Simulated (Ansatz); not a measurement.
# Loss of H2: C2H5Cl2In → C2H3Cl2In + H2

Species: C2H5Cl2In `C[CH2][In]([Cl])[Cl]`, singlet; C2H3Cl2In `C=[CH][In]([Cl])[Cl]`, singlet; H2, singlet. 

Shapes, held fixed at every level: PBE0-D4/def2-TZVP. Programs: Ansatz 0.2.0. Electronic energies: no zero-point or thermal term.

Problem. Estimate ΔE of this reaction.

Solution. The highest level, CCSD(T)/def2-TZVPP, gives ΔE = +156.9 kJ/mol; the levels span +155.9 to +166.8. The column of differences is taken from that level and isn't an error. No measured value is set beside it here. For atoms past krypton def2 sets carry core potentials with scalar relativity. Correlated rows may include outer-core shells of In, which these sets cover unevenly. Times are processor times on shared x86 and Arm servers, and rough.

```json
{"level": "HF/def2-SVP", "kind": "Hartree–Fock", "ΔE (kJ/mol)": "+164.1", "less CCSD(T)/def2-TZVPP": "+7.2", "CPU time (sum over the molecules)": "–"}
{"level": "PBE-D4/def2-TZVPP", "kind": "GGA", "ΔE (kJ/mol)": "+166.6", "less CCSD(T)/def2-TZVPP": "+9.7", "CPU time (sum over the molecules)": "24 s"}
{"level": "B3LYP-D4/def2-TZVPP", "kind": "global hybrid", "ΔE (kJ/mol)": "+155.9", "less CCSD(T)/def2-TZVPP": "-1.0", "CPU time (sum over the molecules)": "60 s"}
{"level": "BHLYP-D4/def2-TZVPP", "kind": "global hybrid", "ΔE (kJ/mol)": "+166.8", "less CCSD(T)/def2-TZVPP": "+9.9", "CPU time (sum over the molecules)": "29 s"}
{"level": "wB97M-V/def2-TZVPP", "kind": "range-separated hybrid", "ΔE (kJ/mol)": "+162.7", "less CCSD(T)/def2-TZVPP": "+5.8", "CPU time (sum over the molecules)": "1.7 min"}
{"level": "B2PLYP/def2-TZVPP", "kind": "double hybrid", "ΔE (kJ/mol)": "+155.9", "less CCSD(T)/def2-TZVPP": "-1.0", "CPU time (sum over the molecules)": "48 s"}
{"level": "CCSD/def2-TZVPP", "kind": "coupled cluster or CI", "ΔE (kJ/mol)": "+160.5", "less CCSD(T)/def2-TZVPP": "+3.6", "CPU time (sum over the molecules)": "–"}
{"level": "CCSD(T)/def2-TZVPP", "kind": "coupled cluster or CI", "ΔE (kJ/mol)": "+156.9", "less CCSD(T)/def2-TZVPP": "0.0", "CPU time (sum over the molecules)": "50 s"}
```

Dehydrogenating the ethyl group to a vinyl group on indium is strongly endothermic at every level, with +156.9 kJ/mol from CCSD(T). Two C–H σ bonds are given up for one H–H bond and a C=C π bond, and the π bond, with its weaker sideways overlap, can't make up the loss. The stronger In–C bond to an sp² carbon, and some donation from the π bond into the empty indium p orbital, probably offset a little of the cost.

Perturbative triples lower the CCSD value by 3.6 kJ/mol, which suggests that the unsaturated product side gains more from higher correlation than the saturated reactant. The density functionals don't follow the share of exact exchange: PBE and BHLYP both lie well above B3LYP, whose closeness to CCSD(T) may owe something to cancelling errors. The endothermicity is secure against the choice of method, but it doesn't show that H2 loss is the preferred decomposition route, since β-hydride elimination to ethene and an indium hydride could compete.
